Density spread evenly over a crystal cell fills all of it, and density packed evenly into a tenth of the volume fills a tenth. When only part of the density is packed, that part counts by its square, because the measure asks how strongly the density is concentrated. Let $\rho$ be the density of all states in an energy window, scaled to one electron, and $V$ the volume of the cell. The share of the cell that these states fill, called $p$ here, is taken as

$$\frac{1}{p}=V\int \rho^2\,\mathrm{d}^3r .$$

Co₃W (P6₃/mmc, 8-atom cell, not relaxed), computed with Ansatz 0.2.0: spin-polarised, scalar-relativistic plane-wave PAW DFT with the LDA functional, a 500 eV cutoff, a 9×9×8 k-point mesh and Gaussian smearing of 0.05 eV. Both window edges are measured from the Fermi level, and the orbital shares come from Löwdin projections, so they depend on how that method divides the density among the orbitals.

| bottom of the window, from the Fermi level (eV) | top of the window (eV) | share of the cell that they fill | share of Co 4s | share of W 5d | share of Co 3d | share of W 6s |
| --- | --- | --- | --- | --- | --- | --- |
| -9.26 | -6.16 | 0.83 | 0.57 | 0.05 | 0.03 | 0.30 |
| -6.16 | -3.08 | 0.37 | 0.13 | 0.28 | 0.53 | 0.05 |
| -1.20 | 0.00 | 0.09 | 0.02 | 0.08 | 0.89 | 0.00 |
| -0.25 | 0.25 | 0.08 | 0.02 | 0.06 | 0.91 | 0.00 |
| 0.00 | 1.20 | 0.12 | 0.04 | 0.27 | 0.67 | 0.00 |

In Co₃W the natural candidate for the packed part is the Co 3d shell. Suppose that a share $f$ of the density, the column "share of Co 3d", sits evenly in a small volume $v$ around the cobalt atoms, and that the rest is flat. The density is then $f/v+(1-f)/V$ inside $v$ and $(1-f)/V$ outside. Squaring and integrating gives the rule of thumb

$$\frac{1}{p}=1+A f^2,\qquad A=\frac{V}{v}-1 .$$

The table has the order that the rule demands: in every row, a larger share of Co 3d goes with a smaller filled part. The square matters, as a plain average of filled volumes shows. In the window that starts at the Fermi level, a third of the density is not Co 3d, so such an average would give at least 0.33, even if the 3d shells took up no room. The calculation gives 0.12. A modest compact share pulls the filled part down much faster than its weight suggests.

The one parameter comes from a single row, the window from −1.20 eV to the Fermi level, which gives $A\approx 13$ from the rounded table values; the unrounded filled part, 0.0924, gives about 12. The packed volume is therefore about one fourteenth of the cell. With $V=8\times 11.69\approx 93.5$ Å³ shared among six cobalt atoms, that is about 1.1 Å³ for each, a ball of roughly 0.6 Å radius. A rough estimate from a free atom's 3d shell, with a single assumed exponent, puts $A$ between about 10 and 18, so the parameter has a sensible size. It belongs to this cell, whose size was taken as it came: a larger volume around unchanged shells would raise it. The stress on the cell was not computed. A warning of strong stress accompanies the data, but it rests on the data makers' tests on other systems, not on this run. What the run does show is a force of about 0.7 eV/Å on every cobalt atom, so the atoms are not at their equilibrium positions.

**From −9.26 to −6.16 eV.** The lowest valence states are mostly Co 4s and W 6s, with hardly any Co 3d. The rule therefore puts the filled part at 0.99, against a computed 0.83. These are states close to those of free electrons, spread through the whole crystal. What the rule overlooks is that even s density has some relief. Its lowest value outside the atomic cores is about half of the uniform density, and that value lies close to a cobalt atom. Theory gives a reason: a valence s wave must be orthogonal to the inner s shells, which forces nodes on it near the nucleus.

**From −6.16 to −3.08 eV.** Here the d states take over, and the estimate can be worked in full. The share of Co 3d is 0.53, so

$$p\approx\frac{1}{1+13\times 0.53^2}=\frac{1}{4.65}\approx 0.21 .$$

The computed value is 0.37, and the estimate is too low by 42 % of it. This row took no part in setting $A$, and it shows where the picture of a rigid shell breaks down.

A likely reason lies in what happens between the atoms. At the bottom of a d band, neighbouring orbitals meet with the same sign, their amplitudes add, and density builds up in the space between them. The d functions themselves also reach further out, because a smoother wave has less kinetic energy. A projection still books such density as Co 3d or W 5d, although it no longer sits in a tight shell. The share thus says which orbital the electron is assigned to, but not how far that orbital has spread in the solid.

The computed density is compatible with this reading. In this window its lowest value outside the cores is 36 % of the uniform density. The s states make up only 18 % of the orbital shares, so if they were perfectly flat they would supply about half of that floor. Much of the remainder would then come from states that the projection calls d. The test is weak, though. The floor is a single point, 1.8 Å from a cobalt atom, in a hole of the structure rather than on a bond. The s density need not be flat, and the window just below the Fermi level also has a floor well above its s share, about 6 % against 2 %.

**From −1.20 eV to the Fermi level.** Nine tenths of the density is now Co 3d, and the states fill only 0.09 of the cell. The rule meets this value by construction, since $A$ was set here. The small number does not mean that electrons are trapped on one site. All six cobalt atoms are equivalent and carry equal parts of the density, so the picture is one of six small shells with little between them.

**From −0.25 to 0.25 eV.** The narrow window around the Fermi level looks much the same, and the rule is within 0.01 of the computed filled part. That is a weak test, because half of the window lies inside the one used to set $A$. The mesh is also coarse for so narrow a slice of energy. The small difference in filled part between this row and the one before it should therefore not be given a meaning of its own. A further doubt touches all three windows near the Fermi level: the magnetic solution was not checked for stability, and the run warns that it left less room for the magnetic moment than the automatic setting would. A different magnetic state could shift the d states there and change these rows.

**From the Fermi level to 1.20 eV.** This is the second row to work through, and the more telling one. The share of Co 3d has dropped to 0.67, so

$$p\approx\frac{1}{1+13\times 0.67^2}=\frac{1}{6.84}\approx 0.15 .$$

The computed value is 0.12, which makes the estimate about a fifth too high. This row, too, was left out when $A$ was set.

Its composition resembles that of the window from −6.16 to −3.08 eV. The W 5d share is almost the same, and Co 3d is only moderately higher. According to the rule, the change in Co 3d should shrink the filled part by a factor of about 1.5. The computed factor is about 3. The other factor of two reflects a change in the shape of the density, which the Co 3d share does not capture.

Band theory offers a name for that change. Towards the top of a d band, neighbouring orbitals meet with opposite signs, their amplitudes cancel between the atoms, and the density is pushed back towards the nuclei. In this window the lowest density outside the cores has indeed fallen to about 0.1 % of the uniform value. This is again a single point 1.8 Å from a cobalt atom, so it says little about the density along the bonds. A density carries no sign of the wave, so the labels bonding and antibonding rest on theory. The filling of the space between atoms in the lower window, and its emptying in the upper one, are what those labels lead one to look for.

The same figure warns against trusting the rule's picture here merely because its answer is fair. If everything except Co 3d were flat, a third of the uniform density would be found everywhere between the atoms. In fact the remainder is mostly W 5d, which is itself gathered around the tungsten atoms. Treating it as flat makes the estimate too high, while pooling it with Co 3d in one packed volume gives 0.10, which is too low. The pooled version ignores that the density is here shared almost evenly over all eight atoms, whereas in the window that sets the parameter it sits almost wholly on the six cobalt atoms.

With $A=13$ the rule is thus good to 0.03 in the three windows from −1.20 eV upward, where the filled part is about 0.1. That is a modest record: a plain constant of 0.1 also stays within 0.03 in these three rows, and with $A=12$ the miss above the Fermi level grows to almost 0.04. In the two lower windows it misses by about 0.16, too high for the s states and too low for the bonding d states. The printed output below lists the estimates row by row, together with two rival pictures that do worse on average, though each comes closer in some of the rows. In this cell, then, the share of Co 3d gives a first number, which comes out too low in the lower part of the d band and somewhat too high just above the Fermi level. No window covers the range from −3.08 to −1.20 eV, where a large part of the valence electrons lie, so the rule is untested there.

The same reasoning carries over to a neighbouring metal once its d band has been located. In copper the d band is full and lies a few electronvolts below the Fermi level. The compact windows would therefore be found down there, with the tightest density near the upper edge of the d band, and the states at the Fermi level would be more spread out again. In Co₃W the Fermi level cuts through the cobalt d band itself, which is why the electrons at that energy occupy so little of the cell.

The analysis program printed:

```
factor A from the row at -1.20: 12.76
Rule with A = 13:
    row  Co 3d share squared  1 + 13 f squared  estimated filled part  computed filled part       miss  miss in percent
  -9.26               0.0009             1.012                 0.9884                  0.83     0.1584            19.09
  -6.16               0.2809             4.652                  0.215                  0.37     -0.155            -41.9
   -1.2               0.7921              11.3                0.08852                  0.09  -0.001483           -1.648
  -0.25               0.8281             11.77                  0.085                  0.08   0.004996            6.245
    0.0               0.4489             6.836                 0.1463                  0.12    0.02629            21.91
Rival estimates of the filled part:
    row  linear average with zero Co volume  rule with all d shares compact
  -9.26                                0.97                          0.9356
  -6.16                                0.47                          0.1242
   -1.2                                0.11                            0.09
  -0.25                                0.09                            0.09
    0.0                                0.33                         0.09528
Lowest density outside the cores:
    row  percent of uniform density  total s share
  -9.26                       47.04           0.87
  -6.16                       36.31           0.18
   -1.2                       5.729           0.02
  -0.25                       2.355           0.02
    0.0                      0.1463           0.04
factor A that the row at -6.16 would need: 6.062
factor A that the row at 0.00 would need: 16.34
mean absolute miss over all five rows: 0.06925
largest absolute miss in the three rows from -1.20 upward: 0.02629
factor A from an atomic 3d shell with exponent 3.6 per bohr: 9.678
factor A from an atomic 3d shell with exponent 4.4 per bohr: 18.5
```
